Atomic-limit Hubbard bands and the transfer of spectral weight

1. What doping does to a density of states

In a band semiconductor doping moves the Fermi level through a fixed density of states. Each hole adds one empty state to the valence band, and the conduction band keeps all its states. In a Mott insulator the gap comes from the repulsion of two electrons on one site, and the number of states on each side of it depends on the electron count. The limit of zero hopping shows this exactly.

2. Premises and conventions

(a) The crystal has N equivalent sites with one orbital each. c†iσ creates an electron of spin σ on site i, niσ = c†iσ ciσ, and σ̄ is the opposite spin. The operators obey {ciσ, c†jσ'} = δij δσσ' and {c, c} = 0, with {A,B} = AB + BA.

(b) The Hamiltonian is the one-band Hubbard model,

H = ε Σi (ni↑ + ni↓) + U Σi ni↑ ni↓ + T,  T = −t Σ c†jσ ciσ,  (1)

where the sum in T runs over spins and over ordered nearest-neighbour pairs (each bond in both directions). ε is the level energy, U > 0 the extra cost of a second electron on the site, and t > 0 the hopping. Sections 3 to 6 set t = 0, and section 7 restores t to first order.

(c) Averages ⟨...⟩ are grand canonical, with weight exp[−(H − μNe)/kT], where Ne is the electron number operator. There is no magnetic field or order, so ⟨n↑⟩ = ⟨n↓⟩ = n/2, with n electrons per site. Hole doping means n = 1 − x with 0 < x < 1.

(d) ħ = 1, energies are in eV, and ω is on the same scale as ε (not counted from μ). Time is τ, with c(τ) = exp(iHτ) c exp(−iHτ), so that i dc/dτ = [c, H].

The retarded Green function and the spectral function of one site and spin are

Gσ(τ) = −iθ(τ) ⟨{cσ(τ), c†σ}⟩,  Gσ(ω) = ∫dτ exp(iωτ − ητ) Gσ(τ),  Aσ(ω) = −(1/π) Im Gσ(ω),  (2)

with η → 0+. Aσ is the local density of states per spin of the interacting system.

3. The Green function at t = 0

Step 1. At t = 0 the sites decouple, and the site index is dropped. A site has four states: empty (energy 0), ↑ or ↓ (energy ε), and doubly occupied (2ε + U).

Step 2. The anticommutation rules give [cσ, nσ] = cσ and [cσ, nσ̄] = 0. Hence

[cσ, H] = (ε + U nσ̄) cσ.  (3)

Step 3. nσ̄ has eigenvalues 0 and 1, so nσ̄² = nσ̄, and it commutes with cσ and with H. Split the operator according to whether the other spin is present:

cσ = aσ + bσ,  aσ = cσ(1 − nσ̄),  bσ = cσ nσ̄.

Multiply (3) by 1 − nσ̄ or by nσ̄ and use nσ̄(1 − nσ̄) = 0:

[aσ, H] = ε aσ,  [bσ, H] = (ε + U) bσ.  (4)

Step 4. Each part then obeys a first-order equation with a constant frequency:

cσ(τ) = aσ exp(−iετ) + bσ exp[−i(ε + U)τ].  (5)

Step 5. Since nσ̄ also commutes with c†σ, {aσ, c†σ} = (1 − nσ̄){cσ, c†σ} = 1 − nσ̄ and {bσ, c†σ} = nσ̄.

Step 6. The integral −i∫ exp[i(ω − E)τ − ητ] dτ from 0 to ∞ equals 1/(ω − E + iη). Inserting (5) in (2) and using premise (c),

Gσ(ω) = (1 − n/2)/(ω − ε + iη) + (n/2)/(ω − ε − U + iη).  (6)

Step 7. −(1/π) Im 1/(ω − E + iη) is a Lorentzian of unit area that tends to δ(ω − E), so

Aσ(ω) = (1 − n/2) δ(ω − ε) + (n/2) δ(ω − ε − U).  (7)

These are the lower and upper Hubbard bands, here of zero width. Equation (6) is exact at t = 0 for any temperature and filling. The positions are fixed, the weights follow the filling, and they sum to one per spin. Over both spins the lower band holds 2 − n states per site and the upper band n. Between different sites the anticommutator of step 5 vanishes, so the spectrum has no dispersion in k.

The self-energy Σ, defined by G = 1/(ω − ε − Σ), shows what a one-electron method misses. With z = ω − ε and ν = n/2, (6) over a common denominator is G = [z − U(1 − ν)]/[z(z − U)]. Division of polynomials gives z(z − U) = [z − U(1 − ν)](z − Uν) − U²ν(1 − ν), so

Σ = Uν + U²ν(1 − ν)/[z − U(1 − ν)].  (8)

The constant Uν is the non-magnetic Hartree shift. Alone it gives a single line at ε + Uν, the centre of gravity of (7), where the exact spectrum is empty. The pole of Σ between the two bands is what splits the line.

4. Removal and addition

Photoemission removes an electron. Inverse photoemission, X-ray absorption and core-loss EELS put one into an empty state. Tunnelling spectroscopy does the first at negative and the second at positive sample bias. The two terms of the anticommutator in (2) separate these processes, A = A⁻ + A⁺:

A⁻σ(ω) = (1/2π)∫dτ exp(iωτ) ⟨c†σ cσ(τ)⟩,  A⁺σ(ω) = (1/2π)∫dτ exp(iωτ) ⟨cσ(τ) c†σ⟩,

with τ over all real values. By (5) both consist of lines at ε and ε + U. Let p0, p↑, p↓ and d be the probabilities that the site is empty, singly occupied or doubly occupied. The four weights are products of number operators, each the projector on one site state:

removal at ε: ⟨c†σ aσ⟩ = ⟨nσ(1 − nσ̄)⟩ = pσ
removal at ε + U: ⟨c†σ bσ⟩ = ⟨nσ nσ̄⟩ = d
addition at ε: ⟨aσ c†σ⟩ = ⟨(1 − nσ)(1 − nσ̄)⟩ = p0
addition at ε + U: ⟨bσ c†σ⟩ = ⟨(1 − nσ) nσ̄⟩ = pσ̄

Let p1 = p↑ + p↓. Normalisation, p0 + p1 + d = 1, and filling, p1 + 2d = 1 − x, give p1 = 1 − x − 2d and p0 = x + d. Summed over spin, in states per site:

removal: 1 − x − 2d at ε, 2d at ε + U
addition: 2x + 2d at ε, 1 − x − 2d at ε + U  (9)

The four entries add to 2. Total removal is n = 1 − x and total addition is 2 − n = 1 + x. These two totals are the τ = 0 values Σσ⟨c†σcσ⟩ and Σσ⟨cσc†σ⟩, so they hold for any t.

5. Double occupancy and the chemical potential

With y = exp[(μ − ε)/kT] the Boltzmann weights of the four states are 1, y, y and y² exp(−U/kT). Therefore p↑ = p↓ = y p0 and d = y² exp(−U/kT) p0. Eliminating y gives a law of mass action, the analogue of np = ni²:

p0 d = (p1/2)² exp(−U/kT).

If d ≪ x and d ≪ 1 − x, then p0 ≈ x and p1 ≈ 1 − x, so

d ≈ [(1 − x)²/(4x)] exp(−U/kT),  μ = ε + kT ln[(1 − x)/(2x)].  (10)

For kT ≪ U and x well above ½ exp(−U/2kT), d drops out of (9):

removal at ε: 1 − x;  addition at ε: 2x;  addition at ε + U: 1 − x.  (11)

In words: a fraction 1 − x of the sites holds one electron. Each can give it up, which releases one state at ε, and each can accept one electron, of the opposite spin only, at ε + U. A fraction x is empty, and each empty site accepts either spin at ε. Removing one electron thus turns one removal state and one upper-band state into two low-energy addition states.

Two cross-checks follow. The filled fraction of the lower line is (1 − x)/(1 + x). With y = (1 − x)/(2x) from (10), the Fermi function at ε is y/(1 + y), which is the same expression. Solving (10) for the filling gives n = 1/{1 + ½ exp[(ε − μ)/kT]}, the occupation of a donor level with degeneracy factor 2. A donor that binds one electron of either spin but not two is a Hubbard site with large U, and the factor 2 in 2x is that same factor.

As T → 0, μ tends to ε: removal and low-energy addition lie at the same energy and only the upper band is gapped. For electron doping, n = 1 + x, the exchange of electrons and holes gives 2x removal states in the upper band, 1 − x addition states there and 1 − x removal states in the lower band.

6. The semiconductor count

For independent electrons each one-electron level λ obeys [cλ, H] = Eλ cλ and {cλ, c†λ} = 1, so its pole has weight one whatever the filling. Take a valence and a conduction band with two states per cell each, spin included, and x holes per cell at kT far below the gap. Removal has 2 − x states, low-energy addition x, and the conduction band 2.

For a comparison at equal state count, take a rigid two-level site with one non-degenerate level at ε and one at ε + U. At x = 0 its spectrum is that of (11). Doped, it has 1 − x removal states, x low-energy addition states and 1 upper state, and μ = ε + kT ln[(1 − x)/x]. Against this reference the Hubbard site has moved weight x across the gap, from the upper band to the lower. This is the static spectral weight transfer.

7. First correction in t/U

Hopping broadens the lines and also changes their weights. The change can be found at T = 0 as long as the states still fall into separate groups labelled by the number of doubly occupied sites.

Step 1. Let D = Σi ni↑ni↓ and write T = T0 + T₊ + T₋, where T₊ raises D by one, T₋ = T₊† lowers it and T0 keeps it. Explicitly T₋ = −t Σ (1 − njσ̄) c†jσ ciσ niσ̄. Then [D, T₊] = T₊ and [D, T₋] = −T₋.

Step 2. Take S = −(T₊ − T₋)/U, which is anti-Hermitian. [UD, S] = −(T₊ + T₋), so in exp(−S) H exp(S) = H + [H, S] + ... the terms that change D cancel at order t. What remains of them is of order t²/U and is removed by a term of order (t/U)² in S.

Step 3. Low-energy eigenstates are exp(S)|φ⟩ with |φ⟩ in the space D = 0, whose projector is P. The low-energy addition weight for site i and spin σ is ⟨φ|B B†|φ⟩ with B† = P exp(−S) c†iσ exp(S) P = P(c†iσ + c†iσ S − S c†iσ)P to first order.

Step 4. P c†iσ S P = 0, because T₋P = 0, T₊ creates a double occupancy and c† cannot remove it. In P S c†iσ P only T₋/U survives, acting on the double occupancy made by c†iσ niσ̄. So

B† = P c†iσ(1 − niσ̄) P − (1/U) P T₋ c†iσ niσ̄ P.

Step 5. The square of the first term is the probability that site i is empty in |φ⟩, whose average over sites is exactly x since D = 0. The cross term is −(1/U)⟨ciσ(1 − niσ̄) T₋ c†iσ niσ̄⟩ plus its complex conjugate. The factor ciσ(1 − niσ̄) requires that σ stays on site i, so T₋ must move σ̄ to an empty neighbour j. ciσ commutes with the pair c†jσ̄ ciσ̄, and ciσ c†iσ = 1 on a site that held only σ̄. The average is therefore −t Σj ⟨c†jσ̄ ciσ̄⟩ within D = 0.

Step 6. Summed over i and σ this is K = ⟨φ|T0|φ⟩, the kinetic energy of the holes. Per site,

low-energy addition = 2x + α,  upper band = 1 − x − α,  α = −2K/(NU).  (12)

The second entry follows from the exact total 1 + x, since amplitudes to the group with D = 2 are of order t/U and their weight of order (t/U)². For the same reason the low-energy removal weight stays 1 − x to first order. Sum rules of this kind go back to Harris and Lange (1967).

Step 7, sign. On a square lattice, reversing the sign of c on one sublattice maps T0 to −T0 and leaves the terms of order t²/U unchanged. A state with K > 0 would have a partner lower by 2K, so the ground state has K ≤ 0 and α ≥ 0.

Step 8, size. In the basis of site configurations T0 has no diagonal element, and each of the xN holes can hop to at most Z neighbours. The magnitudes in any row sum to at most ZtxN, which bounds every eigenvalue (Gershgorin's theorem). Thus

0 ≤ α ≤ 2Zx t/U.  (13)

An exact test is the two-site molecule with one ↑ electron in the bonding orbital: N = 2, x = ½, K = −t, and (12) gives α = t/U. Write c†1σ as (bonding + antibonding)/√2. Adding ↑ reaches only the triplet, with weight 1/2. Adding ↓ in the antibonding orbital has weight 1/2, shared equally between the triplet (low energy) and the odd ionic state at 2ε + U. Adding ↓ in the bonding orbital has weight 1/2 and gives (s + d₊)/√2, where s is the covalent singlet and d₊ the even ionic state. These two are coupled by −2t and split by U, so the lower eigenstate is s cos θ + d₊ sin θ with tan 2θ = 4t/U, and its squared overlap is (1 + sin 2θ)/2. The low-energy total is 1/2 + 1/4 + (1 + sin 2θ)/4 = 1 + t/√(U² + 16t²). This is 2x + α with α → t/U at large U.

8. Range of validity

Equations (6) to (9) are exact for one orbital per site, on-site interaction only and t = 0; with a local moment, n/2 in (6) becomes ⟨nσ̄⟩. Equation (11) adds kT ≪ U and d ≪ x. The chemical potential (10) also needs t ≪ kT, since otherwise the band shape fixes μ.

At finite t the line shapes of (7) are lost first: a single hole in the D = 0 space can have energies anywhere between −Zt and +Zt. The integrated weights are more robust. They need a recognisable gap or minimum between the bands, and they are corrected by α, whose ratio to the static transfer x can reach 2Zt/U. That ratio is the bare bandwidth 2Zt over U. Hopping beyond nearest neighbours, intersite repulsion, phonons and disorder are left out.

Weights are state counts, and intensities are not. They equal each other up to a constant only in the sudden approximation with a matrix element that is the same for both bands. X-ray absorption and core-loss EELS add a core-hole potential and select one element.

9. Illustration: La2−xSrxCuO4 at x = 0.15

Each Sr²⁺ on a La³⁺ site removes one electron, and there is one Cu per formula unit, so x counts holes per Cu if all go to the CuO2 plane and the oxygen content is stoichiometric. In the one-band picture the singly occupied site is Cu d⁹, the doubly occupied site is d¹⁰, and the empty site is the singlet of a Cu hole with a hole on the surrounding oxygens (Zhang and Rice, 1988). The effective U is then set by the Cu–O charge-transfer energy. Typical approximate inputs are t ≈ 0.4 eV, U ≈ 3.2 eV (U/t = 8), Z = 4 and an in-plane Cu–Cu distance of about 3.8 Å, which gives 6.9 × 10¹⁴ sites per cm² of plane.

Atomic limit. n = 0.85, so the poles of (6) carry 0.575 and 0.425 per spin, or 1.15 and 0.85 states per site. The Hartree line would sit 1.4 eV above ε, and the pole of Σ lies 1.8 eV above ε. At 300 K, kT = 25.9 meV and U/kT = 124, so (10) gives d ≈ 2 × 10⁻⁵⁴ and (11) applies.

States per site (removal / low-energy addition / upper band):
Hubbard, t = 0: 0.85 / 0.30 / 0.85
rigid two-level site: 0.85 / 0.15 / 1
two-band semiconductor, per cell: 1.85 / 0.15 / 2
Hubbard, α at its bound (13): 0.85 / 0.45 / 0.70

Per plane, 1.0 × 10¹⁴ holes per cm² open 2.1 × 10¹⁴ low-energy empty states per cm² at t = 0 and leave 5.9 × 10¹⁴ in the upper band. The ratio of low-energy addition to the upper band is 0.35, against 0.15 for the rigid site. The ratio of low-energy addition to removal, which an ideal tunnelling spectrum integrated over the lower band would give, is also 0.35, against 0.18. The lower band is filled to a fraction 0.74. At t = 0 the chemical potential lies 27 meV above ε, against 45 meV for the rigid level, and the difference is kT ln 2 = 18 meV. These last three energies illustrate (10) only, because t ≫ kT in the crystal.

Size of what is neglected. The bare bandwidth 8t = 3.2 eV equals U, so the separation of the bands is marginal and the bound (13) is α ≤ 0.15, as large as the static transfer itself. To first order the low-energy addition weight lies between 0.30 and 0.45 states per site (at most 3.1 × 10¹⁴ cm⁻²), and its ratio to the upper band between 0.35 and about 0.6. Higher orders are not negligible either: in the two-site molecule at U/t = 8 the first-order α = 0.125 is 12 % above the exact 0.112, and a site with four neighbours has more hopping paths than a site with one.

The one-band reduction itself rests on strong Cu–O hybridisation. With that hopping switched off and no repulsion on oxygen, doped holes sit in an independent-electron oxygen level, every Cu stays d⁹, and the count is x low-energy states with the upper band at 1, as in the semiconductor. At the O K edge the two bands also have different oxygen 2p content, so the intensity ratio of the two is not the state ratio. Within the one-band model the firm results for x = 0.15 are a removal total of 0.85 and an addition total of 1.15 states per site, of which 0.30 at t = 0, and up to half as much again at first order in t/U, lie below the gap.